**Q:** I have these crystals on paper only: several elements, all forced into the same double hexagonal close-packed structure. Two rows are blank. Can you tell me how large and how stiff sodium and silicon will be before anyone shows me the result?

Elements of the s and p block, each relaxed in the dhcp structure with Ansatz 0.2.0: BLYP, plane-wave PAW, scalar-relativistic, no spin polarisation, cutoff 420 eV, Fermi-Dirac smearing of 0.1 eV. Volume and bulk modulus come from a third-order Birch-Murnaghan fit to uniformly scaled cells. Valence electrons are counted by group number.

```tsv
element	Z	valence electrons	k mesh	volume per atom, BLYP (Å³)	bulk modulus, BLYP (GPa)	neighbour distance, BLYP (Å)
Li	3	1	13×13×4	20.00	13.7	3.043
Na	11	1	13×13×4	?	?	?
Si	14	4	14×14×4	?	?	?
P	15	5	15×15×4	17.04	65.4	2.713
Ca	20	2	11×11×3	42.67	15.9	3.919
Ge	32	4	13×13×4	21.68	46.8	3.123
Se	34	6	10×10×5	24.98	53.0	2.936
Rb	37	1	8×8×3	95.58	2.32	5.116
Tl	81	3	11×11×3	35.24	18.4	3.647
Pb	82	4	13×13×4	34.78	31.8	3.645
```

**A:** I can try, with error bars. First I need to know which rows are comparable. In ideal close packing the volume fixes the neighbour distance, and Li, Ca, Ge, Rb, Tl and Pb obey that within one per cent. P and Se do not: P is stretched along the hexagonal axis, and Se has opened into a network with six neighbours per atom. I learn the rules from the other six.

**Q:** What sets the size of such an atom?

**A:** Take the limit of one valence electron. From Li to Rb only the ion core grows, and the volume becomes almost five times as large. The valence electrons are kept out of the core, because their waves must stay orthogonal to those of the core electrons. At a given core size, extra valence electrons also need room, although the larger ion charge pulls them in. I therefore take the close-packed spacing $d$ as linear in the core radius $r$ and the number of valence electrons $z$, an approximation fitted to the six rows:

$$d \approx 0.81 + 2.72\,r + 0.19\,z \quad (\text{in Å})$$

The radii are rough recalled values for the bare cations.

**Q:** And the stiffness?

**A:** The bulk modulus $B$ is the curvature of the energy against volume, multiplied by the volume. Suppose each valence electron contributes the same energy curve when the volume $V$ is measured relative to its equilibrium value. Taking the second derivative then gives

$$B = C\,\frac{z}{V},$$

where $C$ is an energy per electron. The six rows support this as a rough rule: their stiffness spans a factor of twenty, while $BV/z$ stays between 1.3 and 2.1 eV. Its typical value is 1.63 eV.

**Q:** Why not take the stiffness from the pressure of a free-electron gas instead?

**A:** Because its kinetic energy is only part of the story. It alone would make stiffness grow as electron density to the power 5/3. Ge has 18 times the electron density of Rb, so it should be about $18^{5/3} \approx 120$ times as stiff; the calculation gives 20 times. The attraction between electrons and ions has a negative curvature against volume and softens the crystal, while repulsion from the core stiffens it. This can account for the kinetic part alone being far too stiff for Ge and slightly too soft for Rb, whose core is large, though the table does not separate these terms.

**Q:** Then work out sodium for me.

**A:** With $r = 1.0$ Å and $z = 1$,

$$d = 0.81 + 2.72 + 0.19 = 3.72\ \text{Å}, \qquad V = \frac{d^3}{\sqrt{2}} \approx 36.4\ \text{Å}^3,$$

$$B = \frac{1.63\ \text{eV}}{36.4\ \text{Å}^3} \times 160.2\ \frac{\text{GPa}}{\text{eV/Å}^3} \approx 7.2\ \text{GPa}.$$

Na should lie between Li and Rb in both quantities, with about half the stiffness of Li. To set the error bars, I left out each of the six rows in turn and predicted it from the other five. The typical misses give 31.5 to 41.8 Å³ for the volume and 5.7 to 9.0 GPa for the bulk modulus.

**Q:** Does silicon follow the same recipe?

**A:** With one correction. The formula makes Ge too small, and I expect the same error in Si, its nearest relative. Pb is a poorer guide because relativity contracts its outer s shell. Carrying over the miss for Ge raises the volume of Si from 13.4 to 15.1 Å³.

The range is 12.5 to 18.2 Å³, with a bulk modulus of 69 GPa and a range of 53 to 89 GPa. I expect a close-packed metal like Ge, but smaller and stiffer. Its volume is probably the smallest of the series, and its stiffness comparable with that of P.

**Q:** Let us see.

The withheld rows as computed:

```tsv
element	Z	valence electrons	k mesh	volume per atom, BLYP (Å³)	bulk modulus, BLYP (GPa)	neighbour distance, BLYP (Å)
Na	11	1	13×13×4	37.39	7.14	3.744
Si	14	4	14×14×4	16.51	52.1	2.836
```

**Q:** Sodium looks almost too good.

**A:** It does. The volume forecast is 3 per cent below the computed value, and the stiffness agrees within one per cent. The second agreement flatters the model: too small a volume raises the predicted stiffness, and the constant $C$ is slightly too low for Na, so two small errors cancel. What held up is the reasoning from core size, in a row that took no part in the fit and lies between two fitted alkali metals.

**Q:** And silicon?

**A:** The size is a fair hit. Si is close-packed, its volume is the smallest of the series, and the forecast is 8 per cent too low. The correction taken from Ge pointed the right way but was not large enough. Si also has a smaller core than any fitted row, so the formula was being extrapolated. The computed bands also confirm that it is a metal: those that an insulator would keep full and empty overlap by about 10 eV, so there is no gap.

The stiffness is a miss. The computed 52 GPa lies just below my range, and my central value is 32 per cent above it. Si is stiffer than Ge, as I said, but clearly softer than P.

**Q:** Did the wrong volume spoil the stiffness?

**A:** Only in part. Even at the computed volume the rule gives a bulk modulus 21 per cent too high. In Si each valence electron contributes 1.34 eV to $BV$, well below the typical value. P and Se, which I had set aside for their shape, have similarly low values. Crowded electrons may each add less stiffness, but that is a guess, since the far less crowded Rb and Tl also have low values.

**Q:** What can I use at my desk?

**A:** Use the direction first and the number second. Down a column of the s or p block the core usually grows, the same number of electrons fills a larger volume, and the crystal softens; do not carry this over to transition metals, which often stiffen down a column. The table shows this from Li through Na to Rb and from Si through Ge to Pb. For a size, start from a close relative; for a bulk modulus, allow an error of some tens of per cent. The printed analysis below gives the misses row by row.

**Q:** May I put these values into a process model?

**A:** Not as properties of the real materials. Ordinary silicon has the open diamond structure, so this dense form is a different solid. BLYP also tends to make p-block solids too large and too soft, including Si and Ge and especially heavy metals such as Tl and Pb; for those two the missing spin-orbit coupling matters as well. The bulk moduli were also computed with the cell shape held fixed, which can only make a crystal seem stiffer; I expect that to matter most for P and Se, whose shapes are far from ideal.

Numerical output:

```
fit of d on 6 rows (shape > 0.97): constant 0.8093 +/- 0.26, coefficient of core 2.718 +/- 0.19, coefficient of valence_electrons 0.192 +/- 0.045; rms 0.0736, worst Tl 0.124, leave-one-out rms 0.175
  rows outside the fit (model, value, miss): Na 3.719, 3.753, -0.0342; Si 2.664, 2.858, -0.194; P 2.802, 2.888, -0.0865; Se 3.103, 3.281, -0.179
fit of log(share) on 6 rows (shape > 0.97): constant 0.486 +/- 0.068; rms 0.151, worst Ca -0.264, leave-one-out rms 0.182
  rows outside the fit (model, value, miss): Na 0.486, 0.5106, -0.0245; Si 0.486, 0.2943, 0.192; P 0.486, 0.3301, 0.156; Se 0.486, 0.3201, 0.166
Model and computed values:
  row  neighbour distance over close-packed spacing  bulk modulus x volume per electron (eV)  bulk modulus over kinetic part alone  model volume (A^3)  volume miss (%)  model bulk modulus (GPa)  bulk modulus miss (%)
   Li                                        0.9987                                     1.71                                0.5183                20.4            1.986                     12.77                 -6.781
   Na                                        0.9975                                    1.666                                0.7664               36.38            -2.71                     7.161                 0.2933
   Si                                        0.9922                                    1.342                                0.1421               15.14           -8.327                     68.84                  32.14
    P                                        0.9393                                    1.391                                0.1296               15.55           -8.718                     83.74                  28.04
   Ca                                        0.9991                                    2.117                                  0.67               42.31          -0.8544                     12.31                 -22.55
   Ge                                        0.9978                                    1.583                                 0.201               19.43           -10.37                     53.62                  14.58
   Se                                        0.8948                                    1.377                                0.1466               21.12           -15.46                     74.01                  39.64
   Rb                                        0.9969                                    1.384                                  1.19                92.6            -3.12                     2.813                  21.26
   Tl                                         0.991                                    1.349                                0.2868               38.93            10.46                     20.08                  9.105
   Pb                                        0.9948                                    1.726                                0.3002               35.73            2.743                     29.16                 -8.305
Lower end of volume forecast for Na and Si (A^3): 31.48, 12.45
Upper end of volume forecast for Na and Si (A^3): 41.76, 18.18
Lower end of bulk modulus forecast for Na and Si (GPa): 5.689, 52.96
Upper end of bulk modulus forecast for Na and Si (GPa): 9.013, 89.48
Miss of stiffness rule at the computed volume for Na and Si (%): -2.424, 21.14
Typical bulk modulus x volume per valence electron (eV): 1.626
Volume of Si from the fit without the shift (A^3): 13.37
Electron density of Ge over that of Rb: 17.63
Bulk modulus of Ge over that of Rb: 20.17
```
